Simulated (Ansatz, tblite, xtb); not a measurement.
# GaNH6 (SMILES [NH3+][GaH3-]): methods side by side

GaNH6: 8 atoms, total charge 0, spin state singlet. As SMILES, `[NH3+][GaH3-]`. The coordinates come from a PBE0-D4/def2-TZVP relaxation.

Quantity: the dipole moment, in D. The values are calculated.

```
                             level            kind  program  value (D)   CPU time
                         IPEA1-xTB  semi-empirical   tblite       6.52  under 2 s
                          GFN2-xTB  semi-empirical      xtb       6.06  under 2 s
                          GFN0-xTB  semi-empirical      xtb       6.01  under 2 s
                          GFN1-xTB  semi-empirical      xtb       5.99  under 2 s
                         HF/STO-3G    Hartree–Fock   Ansatz       5.89     0.95 s
                          HF/3-21G    Hartree–Fock   Ansatz       5.72      1.3 s
                       HF/def2-SVP    Hartree–Fock   Ansatz       5.28      5.1 s
                      B3LYP/STO-3G   global hybrid   Ansatz       6.62      5.4 s
B3LYP/6-31G* (spherical functions)   global hybrid   Ansatz       5.31       10 s
B3LYP/6-31G* (Cartesian functions)   global hybrid   Ansatz       5.30       11 s
```

All-electron rows without a relativistic Hamiltonian named are non-relativistic. The values span 5.28 to 6.62 D. Sets without polarisation functions give poor dipoles. Without the sets that lack polarisation functions the rows with a basis span only 5.28 to 5.31 D. Times are those of the runs behind each value, whatever else they computed, on shared processors of several kinds: orders of magnitude only.

Every method gives ammonia–gallane a large dipole, as expected for a donor–acceptor complex. The nitrogen lone pair donates into the vacant, largely 4p acceptor orbital of gallium, moving electron density towards the GaH3 end. This adds to ammonia's own dipole, and the pyramidalised, hydridic Ga–H bonds reinforce it. The formal charges in the SMILES are therefore bookkeeping: the dipole reflects polarisation of both fragments as well as transfer between them, and does not measure a full electron transferred.

Within Hartree–Fock the value falls from 5.89 to 5.28 D as the basis becomes more flexible, probably because the density around the dative bond and the lone pair can then deform properly. The tight-binding values all lie above those from the polarised sets, which suggests that their minimal valence bases and parametrised charges exaggerate the polarity. The closeness of Hartree–Fock and B3LYP in polarised sets doesn't establish a small correlation effect, since the two were run in different basis sets and differences could cancel.
